**Subshell parts of the static dipole and quadrupole polarisability of Pd (4d¹⁰)**

The table holds the contributions of each relativistic subshell to the static dipole (bohr³) and quadrupole (bohr⁵) polarisability of neutral palladium from relativistic RPA (time-dependent Dirac-Hartree-Fock, no-pair Dirac-Coulomb, B-spline basis). The program tests proportionality to electron count, an independent-orbital size model in which the part per electron scales as $\langle r^2\rangle^{L+1}$ with Slater-rule radii and one fitted prefactor per multipole, and a parameter-free version of that scaling for the four spin-orbit pairs. The 4d shell carries over 99 % of both totals against 21.7 % by count, and the size model spans four decades with a root-mean-square misfit of about a factor of 2.8, while giving the wrong sign for the 4s quadrupole part. The ratio of logarithmic excesses in the pairs runs from 0.32 to 2.06 where uniform scaling requires 1.5. Coupled over uncoupled totals of the same run are 1.128, 2.452 and 1.693 for $L = 1, 2, 3$, and the RPA dipole value lies 19.0 % below the recommended 26.14 bohr³.

Subshell parts of the static dipole and quadrupole polarisabilities of the neutral Pd atom (Z = 46, [Kr] 4d10), computed with B-spline many-body code 1. The method is relativistic RPA with the no-pair Dirac-Coulomb Hamiltonian, a B-spline basis and a finite nucleus of rms radius 4.5318 fm. Each part is the total for all electrons of the subshell.

## Analysis program

```python
# Table: subshell parts of the static dipole (bohr^3) and quadrupole (bohr^5) polarisability of Pd 4d10,
# B-spline many-body code, relativistic RPA (time-dependent Dirac-Hartree-Fock, no-pair Dirac-Coulomb).
# Tested: electron count; independent-orbital size scaling lambda^(2L+2); signs of coupling.
T = {
    'subshell': ['1s1/2', '2s1/2', '2p1/2', '2p3/2', '3s1/2', '3p1/2', '3p3/2', '3d3/2', '3d5/2', '4s1/2', '4p1/2', '4p3/2', '4d3/2', '4d5/2'],
    'subshell_dipole_part': [None, None, None, None, 0.0003168, 0.0007247, 0.001772, 0.008919, 0.01367, 0.002414, 0.01653, 0.05173, 7.556, 13.52],  # bohr³
    'subshell_quadrupole_part': [None, None, None, None, 0.002948, 0.004673, 0.009969, 0.007868, 0.01229, -0.02867, 0.3851, 1.185, 84.61, 182.6],  # bohr⁵
}
import numpy as np
from scipy.constants import physical_constants as pc
Ha = pc['Hartree energy in eV'][0]
# further outputs of the same run (typed): coupled, uncoupled totals, S(-4), recommended dipole value
cpl = {1: 21.1723, 2: 268.826, 3: 2557.36}
unc = {1: 18.7769, 2: 109.65, 3: 1510.97}
S4, rec = 255.549, 26.14
so = 0.5  # eV, rough recalled 4d spin-orbit splitting
rows = [(s, d, q) for s, d, q in zip(T['subshell'], T['subshell_dipole_part'], T['subshell_quadrupole_part']) if d is not None]
lab = [r[0] for r in rows]
D = np.array([r[1] for r in rows], float); Q = np.array([r[2] for r in rows], float)
N = np.array([int(s[2]) + 1 for s in lab])
screen = {'3s': 2 + 8*.85 + 7*.35, '3d': 18 + 9*.35, '4s': 10 + 18*.85 + 7*.35, '4d': 36 + 9*.35}  # Slater rules
Ze = np.array([46 - screen[s[0] + ('d' if s[1] == 'd' else 's')] for s in lab])
ns = np.array([3.0 if s[0] == '3' else 3.7 for s in lab])
r2 = ns**2*(ns + .5)*(ns + 1)/Ze**2
d4 = np.array([s[:2] == '4d' for s in lab])
print(f"sum of listed parts: dipole {D.sum():.3f} (total {cpl[1]:.3f}), quadrupole {Q.sum():.2f} (total {cpl[2]:.2f})")
print(f"4d share: dipole {100*D[d4].sum()/D.sum():.2f} %, quadrupole {100*Q[d4].sum()/Q.sum():.2f} %, electron count {100*10/46:.1f} %")
d, q = D/N, Q/N
ok = q > 0
print(f"per-electron spread max/min: dipole {d.max()/d.min():.3g}, quadrupole (positive rows) {q[ok].max()/q[ok].min():.3g}")
cD = np.exp(np.mean(np.log(d/r2**2))); cQ = np.exp(np.mean(np.log(q[ok]/r2[ok]**3)))
fD, fQ = d/(cD*r2**2), q/(cQ*r2**3)
print(f"size model per electron: dipole {cD:.3g}*<r2>^2, quadrupole {cQ:.3g}*<r2>^3 (negative 4s left out)")
print(f"free slopes vs ln<r2>: dipole {np.polyfit(np.log(r2), np.log(d), 1)[0]:.2f} (model 2), quadrupole {np.polyfit(np.log(r2[ok]), np.log(q[ok]), 1)[0]:.2f} (model 3)")
print("shell  N  Zeff  <r2>/bohr2  dip/e  quad/e  quad/dip bohr2  table/model dip, quad")
for i, s in enumerate(lab):
    print(f"{s} {N[i]} {Ze[i]:5.2f} {r2[i]:6.3f} {d[i]:9.3g} {q[i]:9.3g} {Q[i]/D[i]:7.2f} {fD[i]:6.2f} {fQ[i]:6.2f}")
print(f"rms misfit factor: dipole {np.exp(np.std(np.log(fD))):.2f}, quadrupole {np.exp(np.std(np.log(fQ[ok]))):.2f}")
w = np.argmax(abs(np.log(fD))); io = np.where(ok)[0]; v = io[np.argmax(abs(np.log(fQ[ok])))]
print(f"worst rows: dipole {lab[w]} ({fD[w]:.2f}), quadrupole {lab[v]} ({fQ[v]:.2f}); 4s1/2 quadrupole has the wrong sign")
half = lambda x: 0.5*10**(np.floor(np.log10(abs(x))) - 3)/abs(x)  # four-figure rounding, relative
print(f"largest relative rounding of a table entry: {max(half(D).max(), half(Q).max()):.1e}")
print("pair  count ratio  dip ratio  quad ratio  per-electron dip, quad  ln ratio (model 1.5) +- rounding")
ex = {}
for p in ['3p', '3d', '4p', '4d']:
    a, b = [i for i, s in enumerate(lab) if s[:2] == p]
    x, y = d[b]/d[a], q[b]/q[a]
    k = np.log(y)/np.log(x)
    e = abs(k)*((half(D[a]) + half(D[b]))/np.log(x) + (half(Q[a]) + half(Q[b]))/np.log(y))
    ex[p] = (x, y, k)
    print(f"{p} {N[b]/N[a]:.1f} {D[b]/D[a]:.3f} {Q[b]/Q[a]:.3f} {x:.3f} {y:.3f} {k:.2f} +- {e:.2f}")
x, y, k = ex['4d']
print(f"4d length stretch implied: dipole {x**0.25:.3f}, quadrupole {y**(1/6):.3f}")
print(f"4d binding-energy ratio implied: dipole {x**0.5:.3f}, quadrupole {y**(1/3):.3f}")
print(f"4d quadrupole per-electron ratio from dipole by scaling {x**1.5:.3f}, table {y:.3f}, error {100*(x**1.5/y - 1):.1f} %")
gap = np.sqrt(cpl[1]/S4)
print(f"dipole gap sqrt(S(-2)/S(-4)) = {gap:.3f} hartree = {gap*Ha:.2f} eV")
print(f"gap shift alone, rough {so} eV: {100*so/(gap*Ha):.0f} %; 4d excess in table: dipole {100*(x - 1):.1f} %, quadrupole {100*(y - 1):.1f} %")
print("coupled/uncoupled totals: " + ", ".join(f"L={L} {cpl[L]/unc[L]:.3f}" for L in cpl))
print(f"added by coupling: dipole {cpl[1] - unc[1]:.2f} bohr3, quadrupole {cpl[2] - unc[2]:.1f} bohr5 ({100*(1 - unc[2]/cpl[2]):.0f} % of total)")
print(f"quadrupole/dipole totals: uncoupled {unc[2]/unc[1]:.2f}, coupled {cpl[2]/cpl[1]:.2f} bohr2")
print(f"against recommended dipole {rec} bohr3: RPA {100*(cpl[1]/rec - 1):.1f} %, uncoupled {100*(unc[1]/rec - 1):.1f} %")
assert D[d4].sum()/D.sum() > 0.99 and Q[d4].sum()/Q.sum() > 0.99
assert all(t[0] > 1 and t[1] > 1 for t in ex.values())
assert [s for s, t in zip(lab, Q) if t < 0] == ['4s1/2']
assert ex['4d'][2] > 1.5 > ex['4p'][2]
```

Output:

```
sum of listed parts: dipole 21.172 (total 21.172), quadrupole 268.79 (total 268.83)
4d share: dipole 99.55 %, quadrupole 99.41 %, electron count 21.7 %
per-electron spread max/min: dipole 1.42e+04, quadrupole (positive rows) 2.06e+04
size model per electron: dipole 0.0251*<r2>^2, quadrupole 0.472*<r2>^3 (negative 4s left out)
free slopes vs ln<r2>: dipole 2.05 (model 2), quadrupole 2.47 (model 3)
shell  N  Zeff  <r2>/bohr2  dip/e  quad/e  quad/dip bohr2  table/model dip, quad
3s1/2 2 34.75  0.104  0.000158   0.00147    9.31   0.58   2.75
3p1/2 2 34.75  0.104  0.000362   0.00234    6.45   1.32   4.36
3p3/2 4 34.75  0.104  0.000443   0.00249    5.63   1.62   4.65
3d3/2 4 24.85  0.204   0.00223   0.00197    0.88   2.13   0.49
3d5/2 6 24.85  0.204   0.00228   0.00205    0.90   2.18   0.51
4s1/2 2 18.25  0.811   0.00121   -0.0143  -11.88   0.07  -0.06
4p1/2 2 18.25  0.811   0.00826     0.193   23.30   0.50   0.76
4p3/2 4 18.25  0.811    0.0129     0.296   22.91   0.78   1.18
4d3/2 4  6.85  5.759      1.89      21.2   11.20   2.26   0.23
4d5/2 6  6.85  5.759      2.25      30.4   13.51   2.70   0.34
rms misfit factor: dipole 2.83, quadrupole 2.85
worst rows: dipole 4s1/2 (0.07), quadrupole 3p3/2 (4.65); 4s1/2 quadrupole has the wrong sign
largest relative rounding of a table entry: 4.2e-04
pair  count ratio  dip ratio  quad ratio  per-electron dip, quad  ln ratio (model 1.5) +- rounding
3p 2.0 2.445 2.133 1.223 1.067 0.32 +- 0.00
3d 1.5 1.533 1.562 1.022 1.041 1.88 +- 0.06
4p 2.0 3.129 3.077 1.565 1.539 0.96 +- 0.00
4d 1.5 1.789 2.158 1.193 1.439 2.06 +- 0.01
4d length stretch implied: dipole 1.045, quadrupole 1.063
4d binding-energy ratio implied: dipole 1.092, quadrupole 1.129
4d quadrupole per-electron ratio from dipole by scaling 1.303, table 1.439, error -9.4 %
dipole gap sqrt(S(-2)/S(-4)) = 0.288 hartree = 7.83 eV
gap shift alone, rough 0.5 eV: 6 %; 4d excess in table: dipole 19.3 %, quadrupole 43.9 %
coupled/uncoupled totals: L=1 1.128, L=2 2.452, L=3 1.693
added by coupling: dipole 2.40 bohr3, quadrupole 159.2 bohr5 (59 % of total)
quadrupole/dipole totals: uncoupled 5.84, coupled 12.70 bohr2
against recommended dipole 26.14 bohr3: RPA -19.0 %, uncoupled -28.2 %
```
